# Maximum-density droplet and its energy

## 1. Premises and conventions

$N$ electrons (charge $-e$, mass $m^*$, Landé factor $g$) move in the plane, in a parabolic potential and a field $\mathbf B=B\hat{\mathbf z}$, with $\mathbf A=\tfrac12 B(-y,x)$:

$$H=\sum_i\Big[\frac{(\mathbf p_i+e\mathbf A_i)^2}{2m^*}+\tfrac12 m^*\omega_0^2r_i^2\Big]+g\mu_BBS_z+\sum_{i<j}\frac{e^2}{4\pi\varepsilon_0\varepsilon_r r_{ij}},$$

$S_z$ in units of $\hbar$. Premises:

- P1: zero thickness, parabolic band, unscreened Coulomb law with a uniform $\varepsilon_r$.
- P2: projection onto the lowest Landau level (LLL) of the confined problem.
- P3: all spins along the direction favoured by the Zeeman energy $E_Z=|g|\mu_BB$.

**One electron.** Expanding the square gives an isotropic oscillator of frequency $\Omega=\sqrt{\omega_0^2+\omega_c^2/4}$ plus $\tfrac12\omega_cL_z$, with $\omega_c=eB/m^*$. In circular quanta $a,b$ ($L_z=\hbar(a^\dagger a-b^\dagger b)$) this is the Fock–Darwin spectrum

$$\epsilon=\hbar\Omega+\hbar\omega_+n_a+\hbar\omega_-n_b,\qquad \omega_\pm=\Omega\pm\tfrac12\omega_c .$$

The LLL is $n_a=0$. The oscillator ground state $e^{-m^*\Omega r^2/2\hbar}$ is written $e^{-r^2/4l^2}$, which defines $l^2=\hbar/(2m^*\Omega)$. Negative $L_z$ is lowered by the field, so take $z=x-iy=\sqrt2\,l\,(a+b^\dagger)$ and count $L=-L_z/\hbar$. The LLL orbitals are

$$\phi_m=\frac{z^m e^{-|z|^2/4l^2}}{\sqrt{2\pi\,2^m m!\,l^{2m+2}}},\qquad \epsilon_m=\hbar\Omega+m\hbar\omega_-,\qquad m=0,1,\dots$$

Energy unit: $E_C=e^2/(4\pi\varepsilon_0\varepsilon_r l)$. With $\mathrm{Ry}^*=m^*e^4/[2\hbar^2(4\pi\varepsilon_0\varepsilon_r)^2]$, inserting $l$ gives $E_C^2=4\,\mathrm{Ry}^*\hbar\Omega$.

## 2. Uniqueness and wave function

Under P2 and P3 a basis is the set of determinants with distinct $m_i\ge0$ and $L=\sum m_i$. Ordered, $m_i\ge i-1$, so $L\ge N(N-1)/2\equiv L_0$, with equality only for $\{0,1,\dots,N-1\}$. The sector $L=L_0$ is one-dimensional. The projected $H$ conserves $L$ and $S_z$, so this determinant is an exact eigenstate of it for any central, spin-independent interaction. It is the maximum-density droplet (MDD) of MacDonald, Yang and Johnson (1993).

Its polynomial part $\det[z_i^{\,k-1}]$ vanishes when $z_i=z_j$, hence is divisible by $\prod_{i<j}(z_i-z_j)$. Both have degree $L_0$, so they are proportional:

$$\Psi\propto\prod_{i<j}(z_i-z_j)\,e^{-\sum_i|z_i|^2/4l^2},\qquad E=N\hbar\Omega+L_0\hbar\omega_--\tfrac12NE_Z+E_{\rm int}.$$

Uniqueness holds inside the polarised LLL only. Reversed spins or $n_a>0$ give further states at the same $L$.

## 3. Density

With $u=r^2/2l^2$,

$$n(r)=\sum_{m<N}|\phi_m|^2=\frac{1}{2\pi l^2}\,e^{-u}\sum_{m=0}^{N-1}\frac{u^m}{m!}=\frac{1}{2\pi l^2}\frac{\Gamma(N,u)}{\Gamma(N)} .$$

- Extending the sum to all $m$ gives 1. No occupation exceeds one, so $n\le1/(2\pi l^2)$ for every polarised LLL state. The MDD reaches the bound at the centre.
- The factor is the probability that a Poisson variable of mean $u$ is below $N$. It drops at $u\simeq N$, i.e. at $R=l\sqrt{2N}$, and $\pi R^2/(2\pi l^2)=N$.
- For large $N$ the normal approximation gives $\tfrac12\operatorname{erfc}[(u-N)/\sqrt{2N}]$. With $u-N\simeq R(r-R)/l^2$ this is $n\simeq\operatorname{erfc}[(r-R)/l]/(4\pi l^2)$. The edge has width $l$, and $l/R=(2N)^{-1/2}$.

## 4. Exact interaction energy

For one determinant $E_{\rm int}=E_H+E_X$, the $m=n$ terms cancelling between the two. Use $1/r=\int\frac{d^2q}{(2\pi)^2}\frac{2\pi}{q}e^{i\mathbf q\cdot\mathbf r}$. For isotropic integrands the measure becomes $\int_0^\infty dq$:

$$E_H=\frac{E_Cl}{2}\int_0^\infty\! dq\,\Big|\sum_{m<N}\langle m|e^{i\mathbf q\cdot\mathbf r}|m\rangle\Big|^2,\qquad E_X=-\frac{E_Cl}{2}\int_0^\infty\! dq\sum_{m,n<N}|\langle m|e^{i\mathbf q\cdot\mathbf r}|n\rangle|^2 .$$

**Form factor.** Since $z=\sqrt2 l(a+b^\dagger)$, $e^{i\mathbf q\cdot\mathbf r}$ is a product of displacement operators of $a$ and $b$, each with $|\alpha|^2=q^2l^2/2\equiv y$ (from here $y$ is this variable). The $a$ vacuum gives $e^{-y/2}$. For $b$, with $D(\alpha)=e^{\alpha b^\dagger-\alpha^*b}$, one has $\langle m|D|m\rangle=e^{-y/2}L_m(y)$. Let $P$ project on $m<N$. Using $\sum_{m<N}L_m=L^{(1)}_{N-1}$,

$$\chi(y)\equiv\operatorname{tr}PD=e^{-y/2}L^{(1)}_{N-1}(y),\qquad\chi(0)=N .$$

**Hartree.** With $dq=dy/(l\sqrt{2y})$,

$$E_H=\frac{E_C}{2\sqrt2}\int_0^\infty\! dy\,y^{-1/2}e^{-y}\chi^2(y).$$

**Exchange.** The double sum is $e^{-|\alpha|^2}\operatorname{tr}[PD(\alpha)PD^\dagger(\alpha)]$. The $D(\beta)$ are complete, $P=\int\frac{d^2\beta}{\pi}\chi(|\beta|^2)D^\dagger(\beta)$, and conjugation by $D(\alpha)$ multiplies $D^\dagger(\beta)$ by the phase $e^{\alpha^*\beta-\alpha\beta^*}$, whose angular average is $J_0(2|\alpha||\beta|)$. Renaming $y=|\beta|^2$, the trace is $\int_0^\infty dy\,\chi^2(y)J_0(ql\sqrt{2y})$. At $q=0$ this gives the sum rule $\int\chi^2dy=N$. The $q$ integral is
$\int_0^\infty dq\,e^{-q^2l^2/2}J_0(ql\sqrt{2y})=\sqrt{\pi/2}\,f(y)/l$ with $f(y)=e^{-y/2}I_0(y/2)$. Hence

$$E_X=-\sqrt{\frac{\pi}{8}}\,E_C\int_0^\infty\! dy\,\chi^2(y)f(y).$$

For $N=1$ both integrals are elementary, $E_H=-E_X=\sqrt\pi E_C/4$, and $E_{\rm int}=0$ as required.

**Pair form.** With $s=(z_1+z_2)/\sqrt2$ and $v=(z_1-z_2)/\sqrt2$, the monomials $s^Mv^k$ are orthogonal with squared norm $\propto M!\,k!$. Only $v$ feels the interaction. With $\xi=r_{12}^2/4l^2$ the weight is $\xi^ke^{-\xi}/k!$, which gives the Haldane pseudopotentials

$$V_k=\frac{E_C}{2\,k!}\int_0^\infty\xi^{k-1/2}e^{-\xi}d\xi=\frac{\Gamma(k+\frac12)}{2\,k!}E_C .$$

In units of $\sqrt\pi E_C$: $V_0,\dots,V_3=\tfrac12,\tfrac14,\tfrac3{16},\tfrac5{32}$. Example $N=3$: the pairs (0,1) and (0,2) are pure $k=1$. The pair (1,2) is $\propto s^2v-v^3$ with squared norms $2:6$. So $E_{\rm int}=\tfrac94V_1+\tfrac34V_3=\tfrac{87}{128}\sqrt\pi E_C$.

## 5. Large $N$

**Bessel form.** Laguerre's equation makes $W=y\chi$ obey $W''+(N/y-\tfrac14)W=0$. Dropping $\tfrac14$ and keeping $\chi(0)=N$,

$$\chi_0=\sqrt{N/y}\,J_1(t)=\frac{2NJ_1(t)}{t},\qquad t=2\sqrt{Ny}=qR,$$

the Fourier transform of a uniform disc of radius $R$. The dropped term changes the local wave number $\sqrt{N/y-1/4}$ by the fraction $y/8N$. This alters the mean of $\chi^2$, which is $\sqrt N/(2\pi y^{3/2})$ for $t\gg1$, by a like fraction and shifts the phase by $y^{3/2}/(12\sqrt N)$. In both energies the effect is $O(N^{-1/2}\ln N)$.

The tool is the Weber–Schafheitlin integral

$$M(\lambda)=\int_0^\infty\! J_1^2\,t^{-\lambda}dt=\frac{\Gamma(\lambda)\,\Gamma(\frac{3-\lambda}2)}{2^\lambda\,\Gamma(\frac{1+\lambda}2)^2\,\Gamma(\frac{3+\lambda}2)},\qquad 0<\lambda<3 .$$

**Hartree.** Substituting $y=t^2/4N$,

$$E_H\simeq\sqrt2N^{3/2}E_C\,\Phi(\eta),\qquad \Phi(\eta)=\int_0^\infty\! t^{-2}J_1^2e^{-\eta t^2}dt,\qquad\eta=\frac1{4N}.$$

Leading order: $\Phi(0)=M(2)=4/(3\pi)$, so $E_H\to\frac{4\sqrt2}{3\pi}N^{3/2}E_C=\frac{8}{3\pi}\frac{N^2e^2}{4\pi\varepsilon_0\varepsilon_rR}$.

Real-space confirmation: integrating along rays from a point at $r<R$, of length $\sqrt{R^2-r^2\sin^2\varphi}-r\cos\varphi$, the disc potential energy is $U_H=\frac2\pi\sqrt{2N}\,\mathsf E(\sigma)E_C$, where $\sigma=r^2/R^2$ and $\mathsf E$ is the complete elliptic integral of the second kind with parameter $\sigma$. Then $E_H=\tfrac N2\int_0^1U_Hd\sigma$ and $\int_0^1\mathsf E\,d\sigma=\tfrac43$ give the same coefficient.

Next order: $\Phi'(\eta)=-\int J_1^2e^{-\eta t^2}dt$. Near $\lambda=0$, using $\psi(\tfrac12)=-\gamma-2\ln2$ and $\psi(\tfrac32)=\psi(\tfrac12)+2$, $M=\frac1\pi[\lambda^{-1}+\gamma+3\ln2-2]+O(\lambda)$. The tail $\int_T^\infty t^{-1-\lambda}dt/\pi$ is $(\lambda^{-1}-\ln T)/\pi$, so $\int_0^TJ_1^2dt\to\frac1\pi[\ln T+\gamma+3\ln2-2]$. Integrating by parts averages this over $2\eta Te^{-\eta T^2}dT$, where $\langle\ln T\rangle=-\tfrac12(\gamma+\ln\eta)$. Thus $-\pi\Phi'=\tfrac\gamma2+3\ln2-2-\tfrac12\ln\eta$. Integrating in $\eta$ adds $\tfrac12$ to the bracket, and $-\tfrac12\ln\eta=\tfrac12\ln N+\ln2$:

$$\frac{E_H}{E_C}=\frac{4\sqrt2}{3\pi}N^{3/2}-\frac{\sqrt{2N}}{8\pi}\big[\ln N+\gamma+8\ln2-3\big]+\dots$$

**Exchange.** $\int\chi_0^2dy=2N M(1)=N$, the same sum rule as for $\chi$. So $\int\chi^2f\simeq\int\chi_0^2f=N-\int\chi_0^2(1-f)$. Since $1-f\simeq y/2$ at small $y$, the last integral is dominated by $y\sim1$, where $J_1^2\to1/(\pi t)$ on average. The error of that replacement at $y\sim1/N$ is $\tfrac14\int(tJ_1^2-\frac1\pi)dt$, whose mean is the continuation $M(-1)/4=0$ (a simple pole against a double zero), so no $N^0$ term arises. The Mellin transform $\int x^{p-1}e^{-x}I_0(x)\,dx=\Gamma(\frac12-p)\Gamma(p)/[\sqrt\pi\,2^p\,\Gamma(1-p)]$, continued to $p=-\tfrac12$ where it represents $e^{-x}I_0-1$, equals $-4\sqrt{2/\pi}$. With $y=2x$, $\int y^{-3/2}(1-f)\,dy=4/\sqrt\pi$. Therefore

$$\frac{E_X}{E_C}=-N\sqrt{\frac\pi8}+\sqrt{\frac\pi8}\,\frac{\sqrt N}{2\pi}\frac4{\sqrt\pi}+\dots=-N\sqrt{\frac\pi8}+\frac{\sqrt{2N}}{2\pi}+\dots$$

**Result.**

$$E_{\rm int}=\frac{8}{3\pi}\frac{N^2e^2}{4\pi\varepsilon_0\varepsilon_rR}-N\sqrt{\frac\pi8}\,\frac{e^2}{4\pi\varepsilon_0\varepsilon_rl}-\frac{\sqrt{2N}}{8\pi}\big(\ln N-c\big)E_C+O\!\Big(\frac{\ln N}{\sqrt N}\Big)E_C,$$

with $c=7-\gamma-8\ln2=0.8776$. The first two terms, $0.6002N^{3/2}-0.6267N$ in units of $E_C$, are the disc self-energy and the exchange energy of a filled level. The third is the edge term, proportional to the perimeter times a logarithm.

| $N$ | two terms | three terms | exact (Sec. 4) |
|---|---|---|---|
| 2 | 0.444 | 0.459 | 0.443 |
| 3 | 1.239 | 1.217 | 1.205 |
| 4 | 2.295 | 2.238 | 2.227 |
| 5 | 3.577 | 3.485 | 3.476 |
| 20 | 41.151 | 40.618 | within 0.01 of three terms |

The closeness of two terms at $N=2$ is accidental: the edge term changes sign at $\ln N=c$. At $N=20$ the edge term is $-0.533E_C$, 4 % of the exchange term and 1.3 % of the total.

## 6. When the MDD is the ground state

Being an eigenstate does not make it the lowest one. Strong confinement favours smaller $L$, which in the LLL needs a reversed spin at the cost $E_Z$. Weak confinement favours larger $L$.

**Three electrons, exact in the LLL.** The centre of mass separates, and exciting it only adds $\hbar\omega_-$. Internal states are polynomials of degree $L$ in $v$ and $w=(z_1+z_2-2z_3)/\sqrt6$. Cyclic permutation rotates $(v,w)$ by $2\pi/3$, and $A^pB_1^{\,q}$ with $A=w+iv$, $B_1=w-iv$, $p+q=L$, carries the rotation index $\mu=p-q$. The three pair terms sum to three times $V(12)$ between states whose $\mu$ differ by a multiple of 3 (of 6 at fixed $L$) and cancel otherwise. Indices $\mu\not\equiv0\pmod3$ have mixed symmetry and take $S=\tfrac12$. The combinations of $\mu\equiv0$ odd in $v$ are antisymmetric and take $S=\tfrac32$. The weight of $V_k$ is the squared coefficient of $v^kw^{L-k}$ times $k!\,(L-k)!$, normalised. In units of $\sqrt\pi E_C$:

- $L=1$, $\mu=1$: $\tfrac32(V_0+V_1)=\tfrac98$. $L=2$, $\mu=2$: $\tfrac34(V_0+2V_1+V_2)=\tfrac{57}{64}$.
- $L=4$, $\mu=4,-2$: matrix $\frac3{4096}\begin{pmatrix}867&90\\90&1068\end{pmatrix}$. $L=5$, $\mu=5,-1$: $\frac{3}{16384}\begin{pmatrix}3069&103\sqrt{10}\\103\sqrt{10}&4290\end{pmatrix}$.
- $L=6$, $A^6-B_1^6$: $\tfrac3{32}(6V_1+20V_3+6V_5)=\tfrac{4119}{8192}$.

| $L$ | 1 | 2 | 3 | 4 | 5 | 6 | 7 |
|---|---|---|---|---|---|---|---|
| lowest internal, $S=\tfrac12$ | 1.1250 | 0.8906 | 0.9023 | 0.6098 | 0.5470 | 0.5529 | |
| $S=\tfrac32$ | | | 0.6797 | | 0.5958 | 0.5028 | 0.5351 |

Let $x=\hbar\omega_-/(\sqrt\pi E_C)$ and $\zeta=E_Z/(\sqrt\pi E_C)$. Comparing $Lx+E_{\rm int}-S\zeta$, the MDD is lowest when

- low-field side: $x<0.2109+\zeta$ (against $L=2$) and $2x<0.4453+\zeta$ (against $L=1$);
- high-field side: $x>0.0699-\zeta$ ($L=4$), $2x>0.1327-\zeta$ ($L=5$), $3x>0.1769$ ($L=6$, $S=\tfrac32$).

The other entries give weaker conditions. The remaining states are excluded by a bound: the pair quanta $k$ sum to $3L/2$ over the three pairs and $V_k$ is convex, so $E_{\rm int}\ge3V_{L/2}$ (interpolated). This is 0.4395 for $L=7$, against at most 0.4291 needed for $S=\tfrac12$, and 0.4102 for $L=8$, against 0.3849 needed. The margin stays positive beyond.

Zeeman energy relaxes both sides. On the high-field side the gain stops at $\zeta=0.0147$, where the polarised $L=6$ state takes over. On the low-field side it continues, and for $\zeta>0.0234$ the state $L=2$ is skipped.

**Large $N$.** At mean-field level an orbital at $\sigma=m/N$ has energy $N\hbar\omega_-\sigma+U_H(\sigma)$ before exchange. $\mathsf E(\sigma)$ is concave, so no linear term flattens it. The spread over the disc is at least the largest gap between $U_H$ and its chord, $0.045\sqrt{2N}E_C$. Avoiding a polarised move to just outside the edge keeps the edge within a fraction of $E_C$ of the top, which leaves the centre at the bottom. A spin flip into the centre gains the spread and costs at most the bulk exchange level shift $\sqrt{\pi/2}\,E_C=1.25E_C$ (twice the exchange energy per electron) plus $E_Z$. The window therefore closes as $N$ grows, later for larger $E_Z/E_C$. The expansion of Sec. 5 describes the MDD state whether or not it is the ground state.

## 7. Range of validity

- **Exact under P1–P3:** uniqueness, wave function, density, and the integrals of Sec. 4.
- **Large-$N$ form:** the two-term error relative to the total falls as $\ln N/N$.
- **Second level:** without interaction the top electron stays in the LLL if $(N-1)\omega_-<\omega_+$.
- **Level mixing:** at fixed $L$ the gap is $2\hbar\Omega$, so the parameter is $E_C/2\hbar\Omega=\sqrt{\mathrm{Ry}^*/\hbar\Omega}$. For a pair, the integral $\int\xi^{k-1/2}e^{-\xi}L_n^{(k)}d\xi=\Gamma(k+\frac12)\,c_n$ with $c_n=\binom{2n}n4^{-n}$ couples to radial level $n$ with element $V_kc_n\sqrt{n!\,k!/(n+k)!}$. Second order lowers the pair by
$$\delta_k=2\,\mathrm{Ry}^*\Big(\frac{V_k}{E_C}\Big)^2\sum_{n\ge1}\frac{c_n^2\,n!\,k!}{n\,(n+k)!},$$
independent of field: $\delta_0=0.691\,\mathrm{Ry}^*$, $\delta_1=0.066\,\mathrm{Ry}^*$. The MDD has no $k=0$ pairs and is shifted little. Its low-field rivals are shifted much more.
- **Thickness and gates:** a well width comparable with $l$ reduces mainly $V_0$. A gate closer than $R$ screens the Hartree term and removes the $N^{3/2}$ law.
- **Symmetry:** broken circular symmetry mixes different $L$.

## 8. Illustration: three electrons in an In$_{0.53}$Ga$_{0.47}$As dot

Inputs: typical $m^*=0.041m_e$, $\varepsilon_r=13.9$, $|g|\approx4$ (bulk-like, $g<0$), and an assumed $\hbar\omega_0=10$ meV. Then $\mathrm{Ry}^*=2.89$ meV and $\hbar\omega_c/B=2.82$ meV/T. The ratio $E_Z/\hbar\omega_c=|g|m^*/2m_e$ is 0.082, against 0.015 for the typical GaAs values $|g|=0.44$, $m^*=0.067m_e$.

**State at 10 T.** $\hbar\Omega=17.3$ meV, $\hbar\omega_-=3.18$ meV, $l=7.33$ nm, $E_C=14.1$ meV, $E_Z=2.32$ meV. So $x=0.127$ and $\zeta=0.092$, inside the window. $R=18.0$ nm and the central density is $2.96\times10^{15}$ m$^{-2}$, falling to 0.42 of that at $R$. The disc term is 44.1 meV and the exchange term $-26.6$ meV, together 17.5 meV. The edge term brings this to 17.2 meV, against the exact LLL value 17.0 meV. The model's total is $61.5-3.5+17.0=75.0$ meV (orbital, Zeeman, interaction). The mixing parameter is 0.41, and the pair sum $\tfrac94\delta_1+\tfrac34\delta_3$ lowers the energy by about 0.45 meV.

**Window.** Solving the conditions of Sec. 6 for $B$ with only $g$ varied:

| $\lvert g\rvert$ | lower field (T) | rival | upper field (T) | rival |
|---|---|---|---|---|
| 0 | 6.1 | $L=2$ | 16.1 | $L=4$ |
| 0.44 | 5.8 | $L=2$ | 18.3 | $L=5$ and $6$, nearly degenerate |
| 4 | 4.9 | $L=1$ | 18.3 | $L=6$ |

Raising $|g|$ from 0.44 to 4 widens the model's window by 0.9 T, practically all at the low-field end.

**Neglected terms at the lower edge.** At 4.9 T, $E_Z=1.1$ meV and the mixing parameter is 0.49. Two omitted effects exceed $E_Z$.

- Mixing: $\delta_0=2.0$, $\delta_1=0.19$, $\delta_3=0.03$ meV. Pair sums favour $L=1$ over the MDD by $\tfrac32\delta_0-\tfrac34\delta_1-\tfrac34\delta_3=2.8$ meV, which moves the $|g|=4$ edge to about 6.7 T. Three-body terms of the same order and higher orders are left out, so this gives the size only.
- Thickness: the ground state of an assumed 10 nm hard-wall well has variance $(\frac1{12}-\frac1{2\pi^2})$ times the squared width, giving an r.m.s. vertical pair separation $d=2.6$ nm. With $1/\sqrt{r^2+d^2}$, $V_0$ is multiplied by $e^{\tau}\operatorname{erfc}\sqrt\tau$, $\tau=d^2/4l^2$, a drop of 15 %, while $V_1$ drops 2 %. The $V_0$ change lowers $L=1$ by 2.3 meV. It acts in the same direction as mixing and also weakens it, so the two do not simply add.

The absolute lower field of the LLL model is thus too low by tens of per cent. The sign of the Zeeman widening survives, since $E_Z$ enters every crossing with an $S=\tfrac12$ rival in favour of the MDD. At the upper edge $\hbar\Omega=28$ meV, a fraction 0.03 of a typical gap of 0.8 eV, so non-parabolicity raises the mass by several per cent. Confinement and field also reduce $|g|$. Small self-assembled In(Ga)As dots typically show electron $|g|$ of about 0.5 to 1, several times below the input, and the model's widening then shrinks toward the 0.44 row. The value 4 suits a wide lattice-matched well with lateral confinement.